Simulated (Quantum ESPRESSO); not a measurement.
# Net moment and magnetic energy gain of ferromagnetic FePt (CuAu-type) against cell volume at fixed shape, PBE without spin-orbit coupling

FePt of the CuAu type stacks layers of Fe, which carries a large 3d moment, between layers of Pt, whose 5d states mix with those of Fe and take up a small parallel moment. The alloy is of interest for magnetic recording, where grains and films are strained and heated, so the response of its magnetism to volume matters in use. We calculate it with PBE at volumes from 0.88 to 1.12 of a cell with measured lattice constants, keeping the shape. The net moment is counted per Fe atom. The magnetic energy gain, also per Fe atom, is the energy without spin polarisation less that of the ferromagnetic state. Without spin-orbit coupling, these energies do not contain the magnetocrystalline anisotropy on which recording relies.

## Set-up

One system, FePt (CuAu-type, P4/mmm), 2 atom(s) a primitive cell, from cells typed from measured lattice constants. Quantum ESPRESSO 7.5, plane waves with GBRV 1.5 PBE pseudopotentials, cutoff 544 eV, Fermi-Dirac smearing of 0.05 eV, k meshes whose coarsest spacing along a reciprocal vector is 0.16 to 0.17 1/Å over all runs (2π included). Functional: PBE, no Hubbard U; collinear spins, no spin-orbit coupling. Atoms stay at fixed fractions of the cell and the mesh divisions are held. At each point the moments on Fe are started parallel and without spin polarisation. Runs that did not converge or carry a known fault are not listed. The same in all rows: metal or insulator in the run from the parallel start, judged by its smearing entropy or density of states at the Fermi energy (a gap under a few smearing widths counts as a metal): metal.

Notes on method and selection:

- Each state is what a run reaches from typed starting moments; only the parallel order and the state without spin polarisation were started, so the lower of the two need not be the ground state. Spin-orbit coupling is left out of these energies, which are free energies at the smearing width. A magnetic atom is one that was given a starting moment.
- Site moments count the spin inside each program's own atomic sphere, so they depend somewhat on its radius and leave out the spin between the spheres.
- Quantum ESPRESSO sets the radius of an element's spheres to about 0.41 of its shortest distance to a neighbour, so it changes from cell to cell and the site moment with it.
- A measured moment is set beside the table only where the run ends ferromagnetic and the measured order is ferromagnetic too.
- Runs that did not converge, have known faults or may not be shown are not listed, and runs on Ansatz's PAW sets soft_1 and soft_2 are kept to separate tables.

Columns:

- volume: cell volume over that of the given cell, shape kept.
- moment (μB): largest site spin moment reached from the parallel start.
- magnetic distance (Å): shortest distance between magnetic atoms.
- net moment (μB): net spin moment of that run per magnetic atom.
- magnetic energy gain (meV): energy of the run without spin polarisation less that of the parallel start, per magnetic atom (positive: magnetism is favoured).
- energy (meV per atom): free energy of the run from the parallel start less that in the given cell, per atom of any kind (the energy–volume or strain-energy curve, whose curvature gives an elastic modulus).

Input lines of one member:

```
&SYSTEM
  ecutwfc = 40
  ecutrho = 280
  nbnd = 24
  occupations = 'smearing'
  smearing = 'fd'
  degauss = 0.00367493
  nspin = 2
  starting_magnetization(1) = 0.175
  starting_magnetization(2) = 0
/
&ELECTRONS
  conv_thr = 4d-09
  mixing_beta = 0.3
/
K_POINTS automatic
14 14 14 0 0 0
```

Command (options for logging and memory left out): `pw.x -in pw.in`

## The series

```
member  volume  moment (μB)  magnetic distance (Å)  net moment (μB)  magnetic energy gain (meV)  energy (meV per atom)
0.88    0.88    2.72         2.610                  3.064            410.3                       216.4
0.91    0.91    2.80         2.639                  3.140            512.1                       123.5
0.94    0.94    ?            ?                      ?                ?                           ?
0.97    0.97    2.94         2.696                  3.272            704.0                       19.5
1       1.00    3.00         2.724                  3.321            793.4                       0.0
1.03    1.03    3.05         2.751                  3.369            878.5                       −2.2
1.06    1.06    3.10         2.777                  3.421            959.6                       9.8
1.09    1.09    3.15         2.803                  3.468            1036.9                      33.9
1.12    1.12    3.19         2.829                  3.508            1110.4                      68.0
```

Cells marked ? are withheld until the estimate has been made.

Least-squares fits to the members shown, with x = volume; R² and errors in the fitted variable (y, or ln y where the fit is in ln y):

```
y                           members  fit                                    R²    rms residual  leave-one-out rms  the same for the mean of the others
net moment (μB)             8        y = −0.96156 + 6.7385 x − 2.4549 x²    1.00  0.0037        0.0064             0.17
magnetic energy gain (meV)  8        y = −4413.17 + 7496.95 x − 2290.57 x²  1.00  0.22          0.40               264
```

## Why the values move as they do

Both the net moment and the magnetic energy gain rise from each shown volume to the next, but by very different proportions. Between 0.88 and 1.12 the moment grows by a factor 3.508 / 3.064 = 1.14, the energy gain by 1110.4 / 410.3 = 2.71.

The moment responds less in the expanded cells. Its slope is (3.140 − 3.064) / 0.03 = 2.5 μB per unit of relative volume at the compressed end and (3.508 − 3.468) / 0.03 = 1.3 μB at the expanded end. This is what is expected when the majority d states of Fe are nearly full: expansion narrows the bands and weakens the mixing with Pt, but few empty majority states are left to take up electrons from the minority bands.

The energy gain slows too, from 512.1 − 410.3 = 101.8 meV over the first step to 1110.4 − 1036.9 = 73.5 meV over the last, but it does not depend on the moment alone. In the Stoner picture it is (m²/4)(I − 1/N), with m the moment, I the exchange parameter and N the mean density of states per spin. The bracket comes to 4 × 410.3 / 3.064² = 175 meV at 0.88 and 4 × 1110.4 / 3.508² = 361 meV at 1.12. The larger moment therefore accounts for only part of the rise. The rest fits a falling band-energy cost 1/N: if d–d hopping falls as the fifth power of distance, the d bandwidth shrinks by a factor (1.12 / 0.88)^(−5/3) = 0.67, while I, largely an atomic quantity, should change little.

Because the gain grows with volume, magnetism pushes the lattice outwards. Among the shown rows the ferromagnetic energy is lowest at 1.03. Adding half the gain, since there are two atoms per Fe, gives the energy without spin polarisation on the same zero: 123.5 + 512.1 / 2 = 379.6 meV per atom at 0.91, 19.5 + 704.0 / 2 = 371.5 at 0.97 and 0.0 + 793.4 / 2 = 396.7 at 1.00, so the lowest shown row is then 0.97. The computed pressures in the given cell agree, being positive with magnetism and negative without it.

## An estimate before looking

Plain estimates from the members shown:

- 0.94, fit at x = 0.94: 3.203 μB
- 0.94, straight-line interpolation between 0.91 and 0.97: w = (0.94 − 0.91) / (0.97 − 0.91) = 0.500, so 3.140 + 0.500 × (3.272 − 3.140) = 3.206 μB

The missing volume lies midway between two shown neighbours, with the same structure, the same magnetic order and a smooth change of distances, so we interpolate locally. The straight line gives 3.206 μB. It should be slightly low, because the moment curves downwards with volume and a chord then runs beneath the curve. With the quadratic coefficient of the fit, the correction at the midpoint is 2.4549 × 0.03² = 0.002 μB, which gives 3.206 + 0.002 = 3.208 μB. The global fit itself gives 3.203 μB, but it passes below both neighbours, by 0.002 μB at 0.91 and 0.007 μB at 0.97, and is probably low here too.

The same route, chord plus 0.002 μB, can be tried on the four shown members that have neighbours 0.03 away on both sides. The table less the route is −0.002 μB at 1.00, −0.004 at 1.03, 0.000 at 1.06 and 0.001 at 1.09, an rms miss of about 0.002 μB. We take a wider error because the neighbour at 0.97 has the largest departure from the fit. If that departure is numerical scatter, half of it enters the estimate: 0.007 / 2 = 0.004 μB.

**Committed estimate, 0.94: net moment = 3.208 ± 0.004 μB.**

## Result

```
member  volume  moment (μB)  magnetic distance (Å)  net moment (μB)  magnetic energy gain (meV)  energy (meV per atom)
0.94    0.94    2.88         2.668                  3.211            610.1                       59.4
```

```
member  estimate       net moment (μB)  computed  estimate − computed  miss in error bars
0.94    committed      3.208            3.211     −0.003               0.7
0.94    fit            3.203            3.211     −0.008
0.94    interpolation  3.206            3.211     −0.005
```

The estimate of 3.208 μB is 0.003 μB below the computed 3.211 μB, inside its error bar of 0.004 μB. It did better than the straight line (0.005 μB too low) and the fit (0.008 μB too low). We had the sign of the curvature right but its size too small: the moment lies 0.005 μB above the chord, where we had allowed 0.002 μB. Our suspicion of scatter at 0.97 finds no support, since 0.94 lies above the same fit by a similar amount, 0.008 μB against 0.007 μB.

So small a test of smoothness does not decide the mechanism.

The new row also changes a result on volume. Without spin polarisation its energy is 59.4 + 610.1 / 2 = 364.5 meV per atom on the scale used before, below the 371.5 at 0.97. The lowest row is therefore 0.94 without magnetism and 1.03 with it, which makes the expansion due to magnetism larger than the earlier rows suggested.

## Outliers

Least-squares fits to the whole series, with x = volume; R² and errors in the fitted variable (y, or ln y where the fit is in ln y):

```
y                           members  fit                                    R²    rms residual  leave-one-out rms  the same for the mean of the others
net moment (μB)             9        y = −1.0236 + 6.8735 x − 2.5265 x²     1.00  0.0041        0.0070             0.16
magnetic energy gain (meV)  9        y = −4413.86 + 7498.45 x − 2291.37 x²  1.00  0.21          0.37               254
```

Largest departures from the fit to the whole series:

```
member  net moment (μB)  fit    computed − fit  in rms residuals
1.03    3.369            3.376  −0.007          1.6
0.94    3.211            3.205  +0.006          1.4
0.97    3.272            3.267  +0.005          1.3
0.88    3.064            3.069  −0.005          1.1
```

None stands out: the largest departure, at 1.03, is 0.007 μB or 1.6 rms residuals, about 0.2% of the moment. The departures are positive at 0.94 and 0.97 and negative at 0.88 and 1.03, as could come from a parabola that is slightly too stiff or from small errors of mesh and smearing. We give them no physical cause.

## Summary

From 0.88 to 1.12 of the given volume, at fixed shape, the net moment and the magnetic energy gain both rise smoothly. A volume midway between two rows 0.06 apart can be interpolated to about 0.005 μB.

For use near the given cell, the moment changes by (3.369 − 3.272) / 6 = 0.016 μB per Fe atom for each percent of volume, and the energy gain by (878.5 − 704.0) / 6 = 29 meV per Fe atom. This gain is the cost of removing the moments altogether. It does not measure the cost of turning them against each other, which governs the Curie temperature.

The omitted effect that can exceed the whole spread of 3.508 − 3.064 = 0.444 μB is temperature: on heating to the Curie point, disorder of the moments takes the net magnetisation from roughly 3 μB per Fe atom to zero.

[Logs are printed without paths, hosts, clocks, repeated set-up lines and the standing remarks that a program may print on its own settings, such as how far it seeks lower states.]
